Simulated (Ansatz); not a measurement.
# TiN: energy above lowest point against volume scale

Results calculated with Ansatz 0.2.0, not measured. Free energy against uniform scaling of the volume at fixed shape and fractions; periodic cell, basis, potentials, k mesh and filling as listed.

The cell before it is scaled or strained (space group Fm-3m, No. 225):
```
CELL_PARAMETERS angstrom
0.00000 2.11900 2.11900
2.11900 0.00000 2.11900
2.11900 2.11900 0.00000
ATOMIC_POSITIONS crystal
Ti 0.00000 0.00000 0.00000
N 0.50000 0.50000 0.50000
```

Settings of every row: functional PBEsol; dispersion none; potentials all-electron LAPW; k mesh 12x12x12; k shift 0x0x0; occupations gaussian; smearing width 0.1 eV; spin none; relativity none.

Limits: coarse k mesh, up to 40 meV an atom off; odd electron count without spin.

```
row  volume scale  V (Å³/atom)  energy above lowest point (meV/atom)
  1          0.94        8.944                                  13.9
  2          0.97        9.229                                     0
  3             1        9.515                                   3.2
  4          1.03          9.8                                     ?
  5          1.06       10.086                                  51.2
```

Question: what energy above lowest point should row 4 give?

Worked fit of energy above lowest point. Take u = (V_r/V)^(2/3) − 1 with V_r = 9.372 Å³ an atom, which is twice the finite (Eulerian) strain; such expansions in the strain, on which the Birch-Murnaghan equation of state is built, carry the rest volume and the bulk modulus. The shown rows have u = 0.03165, 0.0103, -0.01004, -0.04777. Least squares give energy above lowest point = −0.37 − 159.3 × u + 19265 × u² meV/atom; a straight line predicts inner rows, each left out in turn, worse (root mean square 19 against 0.069 meV/atom). All shown rows lie on it to the printed digit. Its lowest point lies at u = 0.0041, or V = 9.314 Å³ an atom, and the curvature there gives the bulk modulus at fixed shape and fractions, B = (4/9)(1 + u)² E″(u)/V = 297 GPa. The withheld row has u = -0.02933, so the fit gives −0.37 − 159.3 × (-0.02933) + 19265 × (-0.02933)² = 20.9 meV/atom.

The calculation gave 21 meV/atom. The fit lies 0.1 meV/atom (0.2 % of the column's range) below it, one unit of the last digit.
